Rutile SnO₂ (6-atom cell) calculated with Ansatz 0.2.0 using r2SCAN with spin-orbit coupling, PAW potentials, a 500 eV plane-wave cutoff, a 6×6×8 k mesh and Fermi–Dirac smearing of 0.02 eV. Atomic positions in the strained cells are relaxed with r2SCAN. Band edges are searched on the mesh, at named k points and along paths between them.

| volume (Å³/atom) | c/a | shortest distance (Å) | band gap (eV) | least direct gap (eV) |
| --- | --- | --- | --- | --- |
| 11.966 | 0.6655 | 2.055 | 1.917 | 1.917 |
| 12.087 | 0.6722 | 2.059 | 1.774 | 1.774 |
| 12.249 | 0.6612 | 2.066 | 1.673 | 1.673 |
| 12.454 | 0.6722 | 2.083 | 1.439 | 1.439 |
| 12.827 | 0.6722 | 2.100 | 1.123 | 1.123 |
| 13.208 | 0.6722 | 2.117 | 0.825 | 0.825 |
| 13.597 | 0.6722 | 2.133 | 0.547 | 0.547 |

Stretching rutile SnO₂ closes most of its calculated band gap. When the volume per atom grows by 12.5 %, from the unstrained cell at 12.087 Å³ to the largest one, the gap falls from 1.77 to 0.55 eV. The four strained cells of this series are stretched equally along all axes, so c/a, the ratio of the c edge to the in-plane edge, stays the same. The other two cells have a lower c/a: one is squeezed by 1 % along c, the other is stretched by 1 % in the plane while c is free to adjust. They are kept apart at first, because they mix a change of volume with a change of shape.

In all seven cells the highest filled and the lowest empty level lie at Γ, the point where the electron wave has the same phase in every cell. The band gap and the least direct gap are therefore equal. The trend is not caused by a band edge jumping to another point, and the question is why two levels at the same point approach each other.

### Do narrower bands open the gap?

A familiar argument predicts the opposite trend. Atoms that move apart overlap less, their levels spread into narrower bands, and the space between the bands should grow. This would be right if the centres of the bands stayed where they were.

The calculated gap shrinks at every step of volume, so this cannot be the leading effect. The bands may well become narrower, but then their centres must approach each other fast enough to outweigh it. An explanation has to say what brings the levels together, not only what happens to the width of the bands.

### Is the whole gap a bonding splitting?

A second explanation has the right sign. In the hydrogen molecular ion, H₂⁺, the coupling between two atoms separates a bonding from an antibonding level, and the separation shrinks as the atoms move apart. If the gap of SnO₂ were such a splitting, it should shrink in proportion to the coupling, for which a common estimate is the inverse square of the distance.

The largest cell tests this. Its edges are longer by a factor of 1.04, and 1.04² is 1.082, so the gap should fall from 1.774 eV to 1.774/1.082 = 1.64 eV. That is a loss of 0.13 eV, while the calculation gives 1.23 eV, about nine times as much. The explanation gets the direction right and the size wrong.

A steeper power of distance does not rescue it. The first step of the series would need an inverse power of about 21 and the last step one of about 42. No single power law covers both, and each of these powers is far steeper than the coupling between orbitals is expected to be. The analogy with H₂⁺ may still hold for the direction in which an antibonding level moves, but not for the gap as a whole, whose two edges are expected to belong mainly to different atoms.

The functional matters here, because r2SCAN is expected to make the gap too small. Even from a gap twice as large, inverse-square shrinking would remove only about 0.3 eV. The verdict would stand if the true shift is near the calculated one, which the table cannot confirm.

### Two levels that respond differently

The third explanation treats the gap as a difference between two levels, each with its own response to stretching. In the usual chemical picture, the lowest empty level is built from Sn 5s orbitals mixed with oxygen orbitals of opposite sign. This mixture is antibonding: close contact between tin and oxygen pushes it up, and longer bonds let it sink. The highest filled level consists mostly of O 2p orbitals that take little part in the bonds, so bond length affects it less.

Electrostatics works in the same direction. Negative oxygen ions around a tin ion raise the energy of an electron on tin, and positive tin ions around an oxygen ion lower it on oxygen. When the ions move apart, both effects weaken and the two levels approach. This part, like the orbital picture, is argued from standard theory and is not resolved by the table.

This view leads to a simple model. Over a modest range, each level shifts in proportion to the relative change of volume, and so does their difference. The gap should then lose a nearly constant energy for each per cent of volume, whatever its own size. The slope, in eV per unit of ln V, where V is the volume, is called a deformation potential.

A straight line in ln V, fitted to the five cells of the volume series, has a slope of −10.4 eV. It misses these cells by at most 0.016 eV, which is small beside the total fall of 1.23 eV. The line is still only an approximation: from the first step to the last, the slope weakens from −11.2 to −9.6 eV. That is a change of about 15 %, whereas the power law had to double its exponent. The printed output after this text gives the fit and its largest miss.

The slope also suggests why a small stretch has so large an effect on the gap. A slope of −10.4 eV per unit of ln V is three times as steep per unit of ln length, about −31 eV. If the energy behind it followed the inverse square of distance, it would have to be of the order of ten electronvolts. On this reading the gap is a small remainder of much larger energies, and a change of a few per cent in those is a large fraction of what remains.

### What the shape adds

The two cells of lower c/a show that volume is not the only variable. With the slope of the first step, volume alone puts the gap of the cell stretched in the plane 0.05 eV too low, and that of the cell squeezed along c 0.03 eV too low. At equal volume, then, both flatter cells have the larger gap. Dividing the first of these differences by the change in ln(c/a) gives a shape term of −2.9 eV per unit of ln(c/a).

The squeezed cell, which was used for neither number, can now be estimated. Its volume is 1.0 % smaller than that of the unstrained cell, which adds 11.2 × 0.010 ≈ 0.11 eV to the gap. Its c/a is also 1.0 % lower, which adds 2.9 × 0.010 ≈ 0.03 eV. Added to 1.774 eV before rounding, the two terms give 1.92 eV, which agrees with the calculated value. This is a single test at a small strain, so it supports adding the two effects there and no further.

The shortest Sn–O distance looks like a more direct variable, since the explanation rests on bonds. Used alone in the same way, it predicts the gap of the cell stretched in the plane almost exactly but misses that of the squeezed cell by 0.09 eV. Even the agreement should not be trusted. Rutile has two kinds of Sn–O bond, and the column records whichever is shorter. In the volume series it grows by 0.024 Å in the first step but by only 0.016 to 0.017 Å in each later one, although every step adds the same strain. The likely reason is that the shortest bond is of one kind in the unstrained cell and of the other kind in the stretched ones. The first step then compares two different bonds, and no reliable slope can be drawn from it.

For a thin film the distinction between volume and shape is practical. Stretching all three axes by 1 % lowers the calculated gap by 0.33 eV, but stretching only the plane by 1 % lowers it by 0.10 eV, because c contracts, so that the volume grows less and c/a falls. A film held by its substrate, with c normal to the surface, resembles the second case. The number describes the lowest gap and not the onset of strong absorption, since light couples only weakly to the transition between these two edges. The largest cells are no process condition at all: the very largest is under a mean tension of almost 19 GPa, and they serve only to expose the trend.

### What remains undecided

The numbers rule out band narrowing as the leading effect and inverse-square shrinking of the whole gap. They agree with the picture of an antibonding level above a less sensitive one, but almost any smooth change looks nearly straight over so short a range. The line therefore measures the response without proving its cause. Nor do the numbers say how much each level moves. In the calculation the empty edge drops by 2.9 eV and the filled edge by 1.7 eV over the series, yet both are measured from a zero that itself shifts with volume. Only the difference has a meaning.

The open question is how the slope of about −10 eV divides between the fading antibonding push and the weakening field of the ions, and how much of their sum is cancelled by narrower bands. The orbital make-up of the two edge levels at each volume would show whether the mixing of tin and oxygen changes enough to carry the trend. Levels referred to the vacuum outside a surface would help to show which edge does most of the moving, though the dipole of that surface also changes with strain.

The analysis program printed:

```
Gap against inverse-square scaling of the whole gap:
     row  volume change in %  computed gap in eV  scaled gap in eV
  11.966              -1.001               1.917             1.786
  12.087                   0               1.774             1.774
  12.249                1.34               1.673             1.758
  12.454               3.036               1.439             1.739
  12.827               6.122               1.123             1.705
  13.208               9.274               0.825             1.672
  13.597               12.49               0.547              1.64
Volume change from unstrained to largest cell, %: 12.49
Computed fall of the gap over the volume series, eV: 1.227
Fall if the whole gap scaled as inverse square of distance, eV: 0.1339
Computed fall divided by scaled fall: 9.164
Power of length needed in the first step: -20.99
Power of length needed in the last step: -42.47
Gap change per unit ln V in the first step, eV: -11.2
Gap change per unit ln V in the last step, eV: -9.577
Fall of conduction edge over the volume series (no common zero), eV: 2.889
Fall of valence edge over the volume series (no common zero), eV: 1.662
fit of band_gap on 5 rows (pure): constant 1.758 +/- 0.013, coefficient of lnv -10.43 +/- 0.18; rms 0.0133, worst 13.597 -0.0163, leave-one-out rms 0.0276
  rows outside the fit (model, value, miss): 11.966 1.863, 1.917, -0.0536; 12.249 1.62, 1.673, -0.0534
Row 12.249: computed gap less prediction from volume alone, eV: 0.04811
Row 11.966: computed gap less prediction from volume alone, eV: 0.03032
Shape term from row 12.249, eV per unit ln(c/a): -2.916
Row 11.966: extra gap that this shape term predicts, eV: 0.02921
Row 12.249: computed gap less prediction from shortest distance alone, eV: -0.003292
Row 11.966: computed gap less prediction from shortest distance alone, eV: 0.08717
```
